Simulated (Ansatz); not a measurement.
**Band topology of InAs with spin–orbit coupling, calculated with Ansatz**

Space group F-43m (No. 216), 2 atoms in the cell of the first input below: a = 4.277 Å, b = 4.277 Å, c = 4.277 Å, α = 60.00°, β = 60.00°, γ = 60.00°.

The structure is a measured one, not always of the ambient phase, taken without relaxation (pressure 1.9 GPa with this functional, without spin–orbit coupling). Functional: r2SCAN.

Input:

```yaml
crystal:
  lattice:
    - [0.0, 3.0240000793, 3.0240000793]
    - [3.0240000793, 0.0, 3.0240000793]
    - [3.0240000793, 3.0240000793, 0.0]
  atoms:
    - { symbol: In, position: [0.0, 0.0, 0.0] }
    - { symbol: As, position: [0.75, 0.75, 0.75] }
basis:
  ecutwfc: 500
  ecutrho_ratio: 4
kpoints:
  mp_grid: { grid: [6, 6, 6] }
hamiltonian:
  xc: r2scan
scf:
  occupations: { method: gaussian, width: 0.05 }
output:
  forces: true
  stress: true
  eigenvalues: true
  populations: true
  topological_invariants: true
magnetization:
  noncollinear: true
  spin_orbit: true
```

```bash
ansatz run input.yaml --threads 4 --pin off --max-ram 9216MiB --backend cpu --events-out ev --progress --plain --runs-dir out
```

Time: 53 s on 4 threads of Intel(R) Xeon(R) Platinum 8259CL CPU @ 2.50GHz (Skylake/Cascade Lake), on a shared host, peak memory 1 GiB.

Without spin–orbit coupling the gap on a 10×10×10 mesh is 0.25 eV. With it, in a separate run (self-consistent on 8×8×8, bands on 14×14×14), a gap of 0.14 eV parts the filled from the empty bands (a gap on a mesh is an upper bound, as the edges may lie between its points, so gaps on unlike meshes don't measure the coupling's effect alone). The indices are those of the lowest 28 bands, and their direct separation from the next band is open. They come from Wilson loops on the time-reversal planes.

Q: The cell is scaled in volume by 0.96 with the atoms carried along. Do the indices change?

A: No.

| volume ratio | pressure with spin–orbit coupling (GPa) | smallest direct separation sampled (eV) | at k | separation | Z2 |
| --- | --- | --- | --- | --- | --- |
| 0.96 | 4.7 | 0.364 | 0.00 0.00 0.00 | open | (0;000) |
| 1.00 | 1.8 | 0.140 | 0.00 0.00 0.00 | open | (0;000) |

Caveats: Kohn–Sham gaps are too small; Z2 indices don't see topology that rests on crystal symmetry, and an even number of inversions cancels; without an inversion centre the bands may touch at Weyl points between the points sampled.

InAs comes out as a Z2-trivial narrow-gap semiconductor at both volumes, in line with the normal band order known for the compound, in which the s-like conduction state at Γ lies above the p-like valence top. Compression widens the smallest sampled direct separation from 0.140 to 0.364 eV. The conduction minimum is an antibonding cation–anion s state, which shorter bonds push up faster than the largely As p valence top. Spin–orbit coupling works the other way, as it splits the p states and lifts the upper, fourfold level towards the conduction band.

Compression thus leads away from a band inversion, so the unchanged indices say little about how robust the trivial phase is under expansion. That matters here because the positive pressure at the measured volume means that this functional favours a larger cell. Judging by the steep change between the two volumes, the gap would probably be close to zero there, and an inversion found in a relaxed cell would more likely be an artefact than a property of InAs.
